**A gap that gets worse in a better basis**

The naive expectation is that an ionisation energy improves whenever the calculation does, whether the improvement lies in the treatment of the electrons or in the basis. For AlBH2 the first half holds from Hartree–Fock (HF) up to CCSDT(Q), but the second half fails. With a complete basis, HF moves further from the best estimate, while MP2 and CCSD(T) move towards it.

Vertical ionisation energy of AlBH2, from the triplet neutral to the quartet cation, at the PBE0/def2-TZVP geometry, computed with Ansatz 0.2.0 and an in-house AFQMC program, afq 1. All levels use UHF determinants, frozen cores and the aug-cc-pVDZ basis, except that rows marked CBS give the basis limit; the reference level is CCSDT(Q).

```
         level  this level less the best estimate at the basis limit (meV)  statistical noise, one standard error (meV)
            HF                                                     -1429.0                                        0.000
           MP2                                                      -348.0                                        0.000
          CCSD                                                      -214.0                                        0.000
       CCSD(T)                                                      -138.0                                        0.000
         CCSDT                                                      -129.0                                        0.000
      CCSDT(Q)                                                      -124.0                                        0.000
   ph-AFQMC/HF                                                      -165.0                                       28.000
 ph-AFQMC/CISD                                                      -122.0                                        5.000
released AFQMC                                                      -120.0                                        3.000
    free AFQMC                                                      -120.0                                        5.000
        HF/CBS                                                     -1512.0                                        0.000
       MP2/CBS                                                      -165.0                                        0.000
   CCSD(T)/CBS                                                       -14.0                                        0.000
```

The gap is the energy of the quartet cation minus that of the triplet neutral molecule, with the atoms held fixed. Its best estimate is 10.770 eV. A negative entry means that a level makes the ionisation too cheap, and every entry is negative. Rows marked CBS refer to the limit of a complete basis, estimated from the def2-TZVPP and def2-QZVPP bases; the others refer to one small basis, aug-cc-pVDZ.

**What leaves with the electron**

Electrons avoid one another. HF lets each of them feel only the average field of the rest, so it leaves out the energy gained by this avoidance, the correlation energy. When an electron leaves, the avoidance in which it took part goes too. The neutral molecule therefore has more correlation energy to lose than the cation, and a method that omits it places the neutral too high and the gap too low.

Helium shows the effect in its purest form. Its two electrons form a single pair of opposite spin, and ionisation destroys that pair. HF thus puts the ionisation energy of helium too low by the whole correlation energy, roughly 1.1 eV as a recalled figure. The analogy ends at the cation: He⁺ has no correlation energy left, whereas the cation of AlBH2 keeps most of its own.

Spin decides how much is lost. The neutral triplet has five valence electrons of up spin and three of down spin; the quartet cation has five and two. On balance a down-spin electron has gone, and with it five pairs of opposite spin. Such pairs carry most of the correlation energy, because electrons of equal spin are already kept apart by the Pauli principle.

**Counting the pairs**

The simplest estimate lets all pairs of one kind contribute equally. Opposite-spin pairs fall from 5 × 3 = 15 to 5 × 2 = 10. Same-spin pairs fall from 10 + 3 = 13 to 10 + 1 = 11. In the neutral molecule, MP2 assigns 2.817 eV to the first kind and 0.651 eV to the second, so the expected loss is

2.817 eV × 5/15 + 0.651 eV × 2/13 = 0.939 eV + 0.100 eV = 1.039 eV

The table gives the computed loss as the step from HF to MP2 in the small basis:

−348 meV − (−1429 meV) = 1081 meV

The estimate is 4% too low, although nothing in it was fitted to the gap. Scaled up to the neutral's full CCSDT(Q) correlation energy, it gives 1355 meV against a computed 1305 meV. An equal share for each of the eight electrons would give only 0.57 eV, mainly because it credits the departing electron with half of each pair it breaks, whereas the whole pair is lost.

This success supports the pair picture, but it does not show that the pairs are really equal. Two electrons in the same orbital correlate more strongly than two in distant orbitals. The count cannot tell one down-spin orbital from another, so part of the close agreement may be luck. Sharing the energy among the three doubly filled orbitals instead gives 1.51 eV, which is also a fair guess.

**Why the later steps are small**

MP2 recovers most of the lost correlation because it already treats every pair, though only to second order and each pair by itself. CCSD lets the pairs influence one another, and the triples of CCSD(T) add the joint motion of three electrons. In the small basis these two steps raise the gap by 134 and 76 meV. The remaining steps, to CCSDT and then to CCSDT(Q), add less than 10 meV each.

The CCSD gap is more accurate than the energies from which it is formed. Against CCSDT(Q) in the same basis, CCSD places the neutral 208 meV too high. Its gap is wrong by only 90 meV, so the cation must be too high as well, by 208 − 90 = 118 meV. A good part of what a level omits in the neutral it omits in the cation too, and only the difference reaches the gap.

**Why the basis pulls in two directions**

Even CCSDT(Q) lies 124 meV below the best estimate in the small basis. Most of what looks like an error of the high levels there is therefore an error of the basis. Going to the limit raises the CCSD(T) gap by 124 meV and lowers the HF gap by 83 meV. The correlation part alone thus grows by 124 + 83 = 207 meV.

The growth has a standard explanation. Where two electrons meet, the exact wave function has a sharp crease, which smooth basis functions reproduce only slowly as their number grows. Electrons of opposite spin feel this most, and the neutral has more such pairs than the cation. A larger basis therefore stabilises the neutral more, and the correlated gap rises.

HF has no such crease to describe, so its shift must have another origin. Relative to the neutral, the HF energy of the cation falls on the way to the limit. Perhaps the small basis is too stiff for orbitals that contract around the new positive charge, or the change to another family of bases plays a part, but these are guesses. Whatever the cause, HF in the small basis profits from a cancellation of errors, and the limit exposes the full cost of leaving out correlation.

**The irregular rows**

MP2 looks poor in the small basis, at −348 meV, and much better at the limit, at −165 meV. Most of this gain is the basis shift that CCSD(T) shows as well. The rest arises, theory suggests, because MP2 pairs do not compete with one another and so profit more from added functions. The limit is the fairer place to judge MP2.

CCSD(T) at the limit seems to miss by a mere 14 meV, but this is no independent test. The best estimate is that very CCSD(T) value plus the step from CCSD(T) to CCSDT(Q) in the small basis:

−124 meV − (−138 meV) = 14 meV

The row therefore says that the correction beyond CCSD(T) is small. It does not say that the limit itself is known to that accuracy.

The quantum Monte Carlo method AFQMC, in its phaseless form (ph), keeps its noise in check by means of a trial wave function, and a crude trial leaves a bias. With the HF trial the neutral energy lies 108 meV above CCSDT(Q), well outside its noise of 19 meV. The gap lies only 41 meV below CCSDT(Q), with a noise of 28 meV, so a bias in the gap is not established. As with CCSD, much of the error is common to both states.

With the better CISD trial, and in the released and free walks that lift the constraint, the AFQMC gap cannot be told apart from that of CCSDT(Q). This agreement is weaker evidence than it looks. The quoted noise covers neither the bias of the constraint in the phaseless rows nor, in the free walk, what remains of the starting state. Moreover, CCSDT(Q) was accepted as the reference only where a released walk agreed with it to within 25 to 40 meV.

**How far the numbers reach**

All rows leave the core electrons uncorrelated. No run here shows what their correlation is worth for AlBH2. The makers of the data found 0.1 to 0.2 eV for such processes in tests on other systems, and a shift of that size would outweigh the 14 meV that lie beyond CCSD(T). Zero-point and spin-orbit terms are left out too. The last rungs thus settle the valence problem, not the agreement with a measurement.

The state matters as well. The down-spin electron leaves an orbital of A1 symmetry, one that keeps its sign under every symmetry operation of the molecule. From the neutral to the quartet, the number of down-spin electrons in such orbitals falls from six to five, while the numbers in B1 and B2 stay the same. In a PBE calculation the highest up-spin level of the neutral lies 3.1 eV above the highest down-spin level, so the quartet is probably not the lowest state of the cation. Taking out an unpaired up-spin electron instead would break three opposite-spin pairs rather than five. By the same reasoning, HF should then err less, but these runs do not test that.
